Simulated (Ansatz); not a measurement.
# InF (SMILES [F][In]): methods side by side

InF has 2 atoms, charge 0, and is taken as a singlet. SMILES: `[F][In]`. The shape comes from GFN2-xTB, which is rough for such elements, and wasn't checked as a minimum.

```jsonl
{"atom": "F", "x (Å)": "0.0000", "y (Å)": "0.0000", "z (Å)": "0.0000"}
{"atom": "In", "x (Å)": "0.0000", "y (Å)": "0.0000", "z (Å)": "2.0255"}
```

Quantity: the energy change with the F1–In2 bond stretched from 2.025 to 2.492 Å, in eV. The values are calculated.

```tsv
level	kind	program	value (eV)	less FCI/STO-3G	CPU time (all runs)
revPBE/STO-3G (restricted)	GGA	Ansatz	1.97	+0.08	2.2 s
BHLYP/STO-3G (restricted)	global hybrid	Ansatz	2.35	+0.46	2.2 s
PBE0/STO-3G (restricted)	global hybrid	Ansatz	2.22	+0.33	2.2 s
r2SCAN0/STO-3G (restricted)	hybrid meta-GGA	Ansatz	2.29	+0.40	5.7 s
CAM-B3LYP/STO-3G (restricted)	range-separated hybrid	Ansatz	2.39	+0.50	2.6 s
HSE06/STO-3G (restricted)	range-separated hybrid	Ansatz	2.21	+0.32	2.7 s
CCSD/STO-3G (restricted)	coupled cluster or CI	Ansatz	1.89	0.00	0.93 s
FCI/STO-3G	exact in the basis	Ansatz	1.89	0.00	1.8 s
```

FCI/STO-3G is exact within its basis and frozen core, so for wave-function methods in that basis the difference is their error; functionals converge differently with the basis, so for them it is only a difference. All-electron rows without a relativistic Hamiltonian named are non-relativistic. The first shape isn't each level's own minimum. The values span 1.89 to 2.39 eV. All rows use very small basis sets, so even the best lies far from the true value. In the correlated wave-function rows the outer d shell of In is correlated, in sets not made for it. Times are those of the runs behind each value, whatever else they computed, on shared processors of several kinds: orders of magnitude only.

Stretching InF costs energy at every level, as expected for a strongly polar bond: the ions lose Coulomb attraction, and the overlap between F 2p and In 5p weakens. The filled In 5s pair remains largely a lone pair, in keeping with indium(I).

CCSD reproduces the FCI value of 1.89 eV to the digits shown, so connected triple and higher excitations barely affect this energy difference. A minimal basis leaves few empty valence orbitals to excite into, which probably helps, so the agreement doesn't establish that triples are negligible in a larger basis.

Every functional gives a costlier stretch than FCI, with revPBE closest and all the hybrids higher. Exact exchange probably contributes by penalising the stretched closed-shell determinant, but its share alone doesn't set the order: CAM-B3LYP lies above BHLYP, and r2SCAN0 above PBE0. The near-equality of PBE0 and HSE06 suggests that screening long-range exchange matters little here. Closeness to FCI doesn't make revPBE the most reliable functional for InF, and one stretch can't settle the dissociation energy.
